**One mode of graphene in a uniform field**

Take one valley and one spin of graphene in a uniform in-plane field of strength $E(t)$ that points along $-x$, so that an electron of charge $-e$ obeys $\hbar\dot k_x=eE(t)$ while $k_y>0$ stays fixed. Electrons are non-interacting, and different canonical momenta do not mix. Each mode is a two-level system,

$$H=\hbar v\,(k_x\sigma_x+k_y\sigma_y),\qquad \epsilon=\hbar\omega=\hbar v\sqrt{k_x^2+k_y^2}.$$

The energy $\epsilon_\perp=\hbar vk_y$ is half the smallest gap the mode meets. It plays the part of $\sqrt{m^2c^4+p_\perp^2c^2}$ in QED, with $v$ in place of $c$. Write $k_x=k_y\tan\varphi$ and $\theta=\pi/2-\varphi$. The instantaneous states of energy $\pm\hbar\omega$ are $|\pm\rangle=(e^{-i\theta/2},\pm e^{i\theta/2})^T/\sqrt2$.

*Predict:* differentiate $|\pm\rangle$ in time. What is the rate that couples the bands?

The result is $\partial_t|\pm\rangle=(i\lambda/2)|\mp\rangle$ with

$$\lambda=\dot\varphi=\frac{k_y\dot k_x}{k_x^2+k_y^2}=\frac{eEv\,\epsilon_\perp}{\epsilon^2}.$$

The coupling is the rate at which the momentum turns about the Dirac point.

**The Bogoliubov transformation**

Let the field start at $t_0$, let $\Theta(t)=\int_{t_0}^t\omega\,dt'$, and follow the solution that begins in the valence band, $\psi=\alpha e^{i\Theta}|-\rangle+\beta e^{-i\Theta}|+\rangle$ with $\alpha(t_0)=1$, $\beta(t_0)=0$. The mode equation $i\hbar\dot\psi=H\psi$ gives

$$\dot\alpha=-\tfrac{i\lambda}{2}\,\beta e^{-2i\Theta},\qquad \dot\beta=-\tfrac{i\lambda}{2}\,\alpha e^{2i\Theta}.$$

These conserve $|\alpha|^2+|\beta|^2=1$. The solution that begins in the conduction band is $\psi'=\alpha^*e^{-i\Theta}|+\rangle-\beta^*e^{i\Theta}|-\rangle$. Expand the field operator of the mode as $a\psi'+b^\dagger\psi$, where $a$ destroys an electron and $b^\dagger$ creates a hole as defined at $t_0$. The coefficients of $e^{-i\Theta}|+\rangle$ and $e^{i\Theta}|-\rangle$ are the instantaneous operators

$$A=\alpha^*a+\beta b^\dagger,\qquad B^\dagger=-\beta^*a+\alpha b^\dagger .$$

In the vacuum (valence state filled, conduction state empty) $f=\langle A^\dagger A\rangle=|\beta|^2\langle bb^\dagger\rangle=|\beta|^2$.

*Predict:* $\dot f$ will contain the product $\alpha\beta^*$. Does its own derivative close on $f$?

It does. First, $\dot f=2\,\mathrm{Re}(\beta^*\dot\beta)=\lambda\,\mathrm{Re}(-i\alpha\beta^*e^{2i\Theta})$. Second,

$$\frac{d}{dt}(\alpha\beta^*)=\frac{i\lambda}{2}\left(|\alpha|^2-|\beta|^2\right)e^{-2i\Theta}=\frac{i\lambda}{2}(1-2f)\,e^{-2i\Theta}.$$

Integrating from $t_0$, where $\alpha\beta^*=0$, and inserting the result gives the quantum kinetic equation

$$\dot f(t)=\frac{\lambda(t)}{2}\int_{t_0}^t dt'\,\lambda(t')\,[1-2f(t')]\cos\!\Big(2\int_{t'}^t\omega\,dt''\Big).$$

Nothing was dropped. The step also runs backwards. Define $u+iw=\int_{t_0}^t dt'\,\lambda(t')[1-2f(t')]\,e^{2i[\Theta(t)-\Theta(t')]}$. Then

$$\dot f=\tfrac12\lambda u,\qquad \dot u=\lambda(1-2f)-2\omega w,\qquad \dot w=2\omega u,$$

which conserves $(1-2f)^2+u^2+w^2=1$. This unit vector fixes $|\alpha|$, $|\beta|$ and, through $u+iw=-2i\alpha\beta^*e^{2i\Theta}$, their relative phase. The kinetic equation therefore holds the whole two-level state apart from an overall phase.

**A pulse that can be solved at every instant**

*Predict:* which relation between $\lambda$ and $\omega$ makes the three equations have constant coefficients?

Demand $\lambda=2g\omega$ with constant $g$, and use $\varphi$ as the clock. Since $\omega=vk_y/\cos\varphi$, the condition $\dot\varphi=2g\omega$ integrates to $\sin\varphi=t/T$ with $T=\hbar/(2g\epsilon_\perp)$. Then $k_x=k_y s/\sqrt{1-s^2}$ with $s=t/T$, and the linearly polarised field is

$$E(t)=\frac{E_0}{(1-t^2/T^2)^{3/2}},\qquad E_0=\frac{\hbar k_y}{eT}=2gE_c,\qquad E_c=\frac{\epsilon_\perp^2}{e\hbar v}.$$

It is switched on at $\varphi_0$ and off at $-\varphi_0$, inside $|t|<T$. The pulse is tailored to this one mode, and other modes in the same field have no such simple solution.

Let $\Delta=\varphi-\varphi_0$, so that $2\Theta=\Delta/g$. The amplitudes $c_-=\alpha e^{i\Theta}$ and $c_+=\beta e^{-i\Theta}$ obey $i\,dc/d\Delta=\tfrac12(\sigma_x-\sigma_z/g)\,c$ for $c=(c_-,c_+)^T$. The matrix squares to $W^2/4$ with $W=\sqrt{1+1/g^2}$, so

$$c_-=\cos\frac{W\Delta}{2}+\frac{i}{gW}\sin\frac{W\Delta}{2},\qquad c_+=-\frac{i}{W}\sin\frac{W\Delta}{2},$$

$$|\beta|^2=\frac{g^2}{1+g^2}\sin^2\frac{W\Delta}{2}.$$

Now solve the kinetic equation without this result. With $\lambda\,dt=d\Delta$ it reads

$$\frac{df}{d\Delta}=\frac12\int_0^\Delta d\Delta'\,[1-2f(\Delta')]\cos\frac{\Delta-\Delta'}{g}.$$

With primes for $d/d\Delta$, the local form is $f'=u/2$, $u'=1-2f-w/g$, $w'=u/g$. One more derivative gives $u''=-u-u/g^2=-W^2u$, with $u(0)=0$ and $u'(0)=1$. Hence $u=\sin(W\Delta)/W$ and $f=[1-\cos W\Delta]/(2W^2)=\sin^2(W\Delta/2)/W^2$. As $1/W^2=g^2/(1+g^2)$, this is $|\beta|^2$ at every instant.

*Predict:* of the two terms in $W^2=1+1/g^2$, which disappears if $1-2f$ is replaced by 1?

The 1 disappears, because it came from $-2f'=-u$. The low-density form is $f_1=g^2\sin^2(\Delta/2g)$, which can exceed unity for $g>1$. The exact $f$ never does, and for $g\to\infty$ it tends to $\sin^2(\Delta/2)$, the overlap of the frozen initial spinor with the final conduction state.

**The bosonic partner**

A scalar mode obeys $\ddot\chi+\omega^2\chi=0$. In units $\hbar=c=1$, $\omega^2=m_\perp^2+P_\parallel^2$ and $\dot P_\parallel=eE$. Set $\chi=(\alpha e^{-i\Theta}+\beta e^{i\Theta})/\sqrt{2\omega}$ and $\dot\chi=-i\omega(\alpha e^{-i\Theta}-\beta e^{i\Theta})/\sqrt{2\omega}$. These give $\dot\alpha=\tfrac{\lambda}{2}\beta e^{2i\Theta}$ and $\dot\beta=\tfrac{\lambda}{2}\alpha e^{-2i\Theta}$ with $\lambda=\dot\omega/\omega=eEP_\parallel/\omega^2$ and $|\alpha|^2-|\beta|^2=1$. Now $d(\alpha\beta^*)/dt=\tfrac{\lambda}{2}(1+2f)e^{2i\Theta}$, so the same kinetic equation follows with $1+2f$.

*Predict:* impose $\lambda=2g\omega$ again, with clock $\Delta=\ln[\omega(t)/\omega(t_0)]$. What becomes of $W$?

The sign of the statistical term flips, $u''=+u-u/g^2$, so $W_b=\sqrt{1/g^2-1}$ and $f_b=\sin^2(W_b\Delta/2)/W_b^2$. For $g>1$ the sine turns into a hyperbolic sine and $f_b$ grows without bound. This needs a different pulse from the fermionic one, and the comparison is made at equal $g$ and equal $\Delta=\int\lambda\,dt$.

**Numbers**

Take the typical $v\approx1.0\times10^{6}$ m/s, so $\hbar v=0.658$ eV nm. Choose for illustration $\epsilon_\perp=10$ meV, $g=3/4$ and $\varphi_0=-60^\circ$. Then $k_y=0.0152$ nm$^{-1}$, $E_c=1.52$ kV/cm ($1$ kV/cm $=10^{-4}$ V/nm), $E_0=2.28$ kV/cm, $T=43.9$ fs and $W=5/3$. The pulse lasts $\sqrt3\,T=76.0$ fs, as long as a half cycle at $6.6$ THz, and $\epsilon=20$ meV at both ends. The occupations depend on $g$ and $\Delta$ alone, and $v$ only sets the field scale.

| $\varphi$ | $t$ (fs) | $E$ (kV/cm) | $f$ | $f_1$ | $f_b$ |
|---|---|---|---|---|---|
| $-60^\circ$ | $-38.0$ | 18.2 | 0 | 0 | 0 |
| $-30^\circ$ | $-21.9$ | 3.51 | 0.0643 | 0.0658 | 0.0673 |
| $0^\circ$ | 0 | 2.28 | 0.2113 | 0.2324 | 0.2552 |
| $30^\circ$ | 21.9 | 3.51 | 0.3359 | 0.4219 | 0.5243 |
| $60^\circ$ | 38.0 | 18.2 | 0.3491 | 0.5455 | 0.8182 |

The three columns start alike, as $\Delta^2/4$, and then part, with the fermion lowest and the boson highest. At the end $f_1$ lies 56 per cent above $f$, and the sudden limit would be $0.75$.

*Predict:* can the source term $\dot f$ be negative while the field keeps its sign?

It can. The occupation peaks at $0.36$ when $W\Delta=\pi$, that is at $\Delta=108^\circ$ or $\varphi=48^\circ$, and then falls. The memory integral carries the interband coherence, which no local positive rate can represent. While $E\neq0$, $f$ counts quasiparticles of the instantaneous Hamiltonian and depends on that choice of basis. Once the field is off, $\lambda=0$, $f$ freezes and is the occupation of a stationary band state.

**Comparison with the general statement**

For any linearly polarised $E(t)$ the derivation used only the two-level form of the mode equation and the initial condition. The model confirms the prefactor $\tfrac12$, the factor 2 in the phase, the coupling $eEm_\perp/\omega^2$ for fermions ($m_\perp=\epsilon_\perp$, $\hbar=v=1$, $f$ per spin and valley state) and $eEP_\parallel/\omega^2$ for bosons, and the signs in $1\mp2f$. The identification $f=|\beta|^2$ belongs to the vacuum start.

*Predict:* what changes if the mode starts in thermal equilibrium?

With conduction and valence occupations $n_c$, $n_v$ and no initial coherence, $\langle A^\dagger A\rangle=|\alpha|^2n_c+|\beta|^2n_v=n_c+(n_v-n_c)|\beta|^2$. The kinetic equation survives with $1-2f$ replaced by $n_v+n_c-2f$, which is again $1-2f$ at charge neutrality. For Fermi functions at temperature $\mathcal T$ and chemical potential $\mu$, with initial energy $\epsilon_0=20$ meV,

$$n_v-n_c=\frac{\sinh(\epsilon_0/k_B\mathcal T)}{\cosh(\epsilon_0/k_B\mathcal T)+\cosh(\mu/k_B\mathcal T)}.$$

At $\mu=0$ this is $0.906$ at 77 K and $0.369$ at 300 K, so the model's gain in occupation falls from $0.349$ to $0.316$ and $0.129$.

These are the model's numbers. Ungated graphene on a substrate is typically doped to $|\mu|$ of order 100 meV. At 300 K the factor is then $0.034$ and the gain $0.012$, so the vacuum value overshoots such a sample by a factor of about 30. Carrier scattering is also left out. Its typical times, roughly 10 to 100 fs, are comparable to or shorter than the 76 fs pulse, so it would damp the cosine kernel by a factor of order one across the pulse, and the tabulated occupations are not quantitative for a real sheet.